Examination question

The table gives photoemission from the 3p3/2 (M3) subshell of neutral atoms, hit by linearly polarised 200 eV photons, in a Dirac-Hartree-Slater potential. In the angular distribution θ is measured from the polarisation and φ from the photon direction. β is the electric-dipole (E1) anisotropy, while γ and δ come from interference of E1 with the quadrupole (E2).

Subshell photoionisation of neutral atoms, computed with Radial Dirac-Fock and Kohn-Sham solver 3 in a Dirac-Hartree-Slater potential with a Latter tail. Cross sections include all multipoles; beta (E1), gamma and delta (E1-E2 interference) refer to linear polarisation and the distribution 1 + beta P2 + (delta + gamma cos^2 theta) sin theta cos phi.

```
species   Z  photon energy (eV)  cross section (M3) (kb)  beta (M3)  gamma (M3)  delta (M3)
     Ca  20                 200                    437.2      1.576      -0.019       0.001
     Ti  22                 200                    532.3      1.513      -0.015      -0.001
     Cr  24                 200                    560.2      1.428       0.020      -0.002
     Fe  26                 200                    592.0      1.304       0.082       0.001
     Zn  30                 200                    508.7      0.930       0.176       0.020
     Ga  31                 200                    483.5      0.815       0.168       0.030
     Ge  32                 200                    472.3      0.555       0.120       0.049
     As  33                 200                    449.7      0.211       0.011       0.071
     Se  34                 200                    418.2     -0.213      -0.120       0.084
```

(a) What changes physically along the series? (b) From limiting cases, what do the values of β demand of the outgoing waves? (c) Can the Coulomb phase alone meet that demand? (d) Account for the cross section, γ and δ, irregular rows included.

Model answer

(a) The subshell holds four electrons in every atom, so occupation plays no part. The photon energy is fixed while 3p binding grows with Z, and the electron leaves ever more slowly. With rough recalled binding energies, which only approximate the thresholds of this potential (for Cr they are about 7 eV too low), the kinetic energy falls from about 175 eV in Ca to about 40 eV in Se. Added 3d electrons overlap 3p and screen the extra proton fairly well, whereas 4p electrons lie outside it and screen poorly, so theory has the slowing speed up after Zn. The table agrees in outline: β drops by 0.646 over the ten elements up to Zn and by 1.143 over the four that follow.

(b) E1 takes a p electron to an s wave and a d wave. Let r be the ratio |Rs/Rd| of the radial amplitudes and D the d-s phase difference, with a reversed relative sign of the amplitudes counted as 180°. The non-relativistic Cooper-Zare formula reads

β = (2 − 4r cos D)/(r² + 2)

A pure d wave (r = 0) gives β = 1 and a pure s wave (r → ∞) gives β = 0. Only the cross term reaches beyond these: r = 1 with cos D = −1 gives 2, and r = 2 with cos D = +1 gives −1. Solving for the phase,

cos D = (1 − β)/(2r) − βr/4

For β > 1 both terms are negative and for β < 0 both are positive. A sum of two like-signed terms is at least twice their geometric mean, in which r cancels:

|cos D| ≥ √(β(β − 1)/2)

Ca: √(1.576 × 0.576/2) = 0.67, so D ≥ 132°
Se: √(0.213 × 1.213/2) = 0.36, so D ≤ 69°

Ca to Fe need interference that piles electrons along the polarisation, and Se needs the opposite sign, which sends them sideways. Zn to As allow either sign. Between Ca and Se, D must move by at least 63°, whatever r does.

(c) Far out the electron feels −1/r, whose d-s phase difference at momentum k (atomic units) has the size

ΔC = arctan(1/k) + arctan(1/2k)

Se: k = √(2 × 40/27.2) = 1.71, ΔC = arctan 0.583 + arctan 0.292 ≈ 47°

A fast electron ignores the tail (ΔC → 0) and one at threshold has ΔC → 180°, so the phase turns faster as the electron slows. This suits the shape of the trend: at roughly equal energy steps the fall of β grows from 0.260 (Ga to Ge) to 0.424 (As to Se). The size falls short, since ΔC is 24° in Ca and its change up to Se, counted in the favourable direction, is 36% of the least swing.

Halving the kinetic energy of Se, to allow for a higher threshold, raises that share to 61%. The remainder must come from inside the atom. The s wave penetrates the core while the centrifugal barrier holds a slow d wave out, so their short-range phases drift apart, which is one possible source. The other is a zero of the d amplitude (a Cooper minimum), which reverses the sign of the cross term. Se is close to one: in the same calculation at 179 eV its β is down to −0.82 and its cross section to 375 kb, so at 200 eV, about 39 eV above threshold, it already sits on the flank of the dip. The changing d amplitude thus shares in the steep fall of β at the end of the series. One β per atom fixes neither r nor D, so the two sources cannot be weighed against each other.

(d) The cross section rises by 35% from Ca to Fe, the largest row, and loses 29% of the Fe value by Se. The rise may come from a contracting 3p orbital that supplies more of the high momentum a fast electron needs, which is untested. The fall is only partly explained. In Se the nearby Cooper minimum plays a part, since the cross section drops further, to 375 kb, when the photon energy is lowered to 179 eV. How many of the earlier rows it affects is open. Other candidates are the smaller dipole integral of a tighter orbital and a barrier that holds the slow d wave out. Slowing alone need not lower the cross section: at a lower photon energy it is 1.56 times larger in Ca and 1.32 times larger in Ti. The decline is also uneven, with a drop of 25.2 kb from Zn to Ga and only 11.2 kb from Ga to Ge. Either Ga lies low or Ge lies high, and the cause is unexplained. Uneven energy steps do not settle it, since Ge to As has the same rough energy step as Ga to Ge but twice the drop. The kink may be a feature of the runs rather than of the physics: open shells are averaged over j in every row except Ca and Zn, so Zn to Ga passes from a closed-shell atom to an averaged one.

β gives no sign of a Ga anomaly. Its step from Zn to Ga (0.115) is less than half the next, but on the rough energies the electron slows by only 11 eV there, against 20 eV from Ga to Ge. Per eV, β falls by about 0.010, 0.013, 0.017 and 0.021 in the four steps from Zn to Se, which is a smooth progression.

Cr is mildly out of line: the rise is 47.5 kb per unit Z from Ca to Ti, 14.0 up to Cr and 15.9 up to Fe. Cr is 3d⁵4s¹, and its 4s cross section at a lower photon energy, which varies somewhat from atom to atom, is a third of the mean of Ti and Fe. That the extra inner 3d electron screens 3p differently is a guess, and the j-averaged open shell may affect so small a kink.

E2 sends 3p to p and f waves, with an amplitude relative to E1 of order the photon wave number (0.054 per bohr) times an orbital radius, which suits the small sizes. γ and δ are cross terms and so follow phases as β does: γ peaks at Zn and turns negative in Se, while δ grows from Fe on. Up to Fe δ is within two units of its last digit, and its changes of sign carry no trend. Averaging sin θ cos φ over the distribution gives the mean cosine along the beam,

⟨cos⟩ = δ/3 + γ/15 = (γ + 5δ)/15

For Se, γ + 5δ = +0.300, so emission still leans forward despite negative γ. Only Ca and Ti lean slightly backward.

Remarks on the reasoning

Z and electron energy change together, so the table alone leaves the cause open. The same calculation at a lower photon energy (57.5 eV for Ca, 54.0 eV for Ti) separates them for two atoms: β falls by 1.847 in Ca and 0.895 in Ti. Cr cannot be added: its output at 53.4 eV lists no 3p lines, although its 3p thresholds lie lower, at 49.3 and 50.3 eV, and the gap is unexplained. Slowing the electron at fixed Z thus lowers β there. Yet Ti, the nearer to threshold, then has the higher β, so the fall does not go on for ever. These slow electrons probably lie near the 3p Cooper minimum, where the d amplitude changes sign and β dips and climbs again towards threshold. Se at 200 eV is already on the flank of such a dip, so the end of the table shows the approach to a Cooper minimum as well as a turning phase. Two points at different energies cannot tell how far β depends on energy alone.

An s shell makes the contrast. Without spin-orbit coupling it has one outgoing p wave and nothing to interfere with, and in those same runs 4s keeps β between 1.999 (Ca) and 1.988 (Se).

Nothing was fitted: the phase bound was evaluated for the five rows that have one (Ca to Fe, and Se) and the Coulomb phase for every row, as printed after this text. The formula ignores spin-orbit coupling, which bites where β is steep in energy and the two thresholds differ: at the lower photon energies 3p1/2 and 3p3/2 differ in β by 0.240 in Ti but only 0.026 in Ca. The potential omits relaxation, interchannel coupling and multiplets, and a misplaced threshold hurts most in As and Se, where β is steepest.

The analysis program printed:

```
Rounding: beta, gamma, delta +-0.0005; cross section +-0.05 kb. KE from rough recalled binding.
atom, rough KE eV, allowed s share of E1, demand on cosD, Coulomb d-s phase deg, I(par)/I(perp)
Ca  175  0.052 to 0.709  cosD <= -0.67    24  12.15
Ti  167  0.040 to 0.735  cosD <= -0.62    24  10.32
Cr  158  0.027 to 0.767  cosD <= -0.55    25  8.49
Fe  147  0.013 to 0.809  cosD <= -0.45    26  6.62
Zn  111  0.001 to 0.904  either sign      29  3.61
Ga  100  0.004 to 0.926  either sign      31  3.06
Ge   80  0.023 to 0.965  either sign      34  2.15
As   60  0.070 to 0.995  either sign      39  1.35
Se   40  0.164 to 0.994  cosD >= +0.36    47  0.71
D in Ca >= 132 deg, D in Se <= 69 deg, least swing 63 deg (if no amplitude changes sign)
Coulomb phase change Ca to Se 23 deg (36% of swing); Se KE halved: 38 deg (61%)
step, change per unit Z of: rough KE eV, cross section kb, beta, gamma, delta
Ca-Ti (dZ 2)  -4  +47.5  -0.032  +0.002  -0.0010
Ti-Cr (dZ 2)  -4  +14.0  -0.042  +0.018  -0.0005
Cr-Fe (dZ 2)  -6  +15.9  -0.062  +0.031  +0.0015
Fe-Zn (dZ 4)  -9  -20.8  -0.093  +0.023  +0.0047
Zn-Ga (dZ 1)  -11  -25.2  -0.115  -0.008  +0.0100
Ga-Ge (dZ 1)  -20  -11.2  -0.260  -0.048  +0.0190
Ge-As (dZ 1)  -20  -22.6  -0.344  -0.109  +0.0220
As-Se (dZ 1)  -20  -31.5  -0.424  -0.131  +0.0130
Largest cross section Fe: +35% over Ca; Se -29% from it; max/min 1.42
beta drop: Ca to Zn 0.646 over 10 Z, Zn to Se 1.143 over 4 Z
Cr minus Ti-Fe mean: cross section -1.9 kb (-0.3%), beta +0.019, gamma -0.014
Photon wave number 0.054 per bohr
atom, gamma+5 delta (+-0.003), mean forward cosine, forward excess at magic angle % (+-0.05)
Ca  -0.014  -0.0009  -0.4
Ti  -0.020  -0.0013  -0.5
Cr  +0.010  +0.0007  +0.4
Fe  +0.087  +0.0058  +2.3
Zn  +0.276  +0.0184  +6.4
Ga  +0.318  +0.0212  +7.0
Ge  +0.365  +0.0243  +7.3
As  +0.366  +0.0244  +6.1
Se  +0.300  +0.0200  +3.6
Ca lower photon energy: beta change -1.847, cross section ratio 1.56, beta 3p1/2 - 3p3/2 -0.026
Ti lower photon energy: beta change -0.895, cross section ratio 1.32, beta 3p1/2 - 3p3/2 +0.240
Lower photon energy: beta Ti - Ca +0.889; 4s cross section Cr / mean(Ti, Fe) 0.33
```
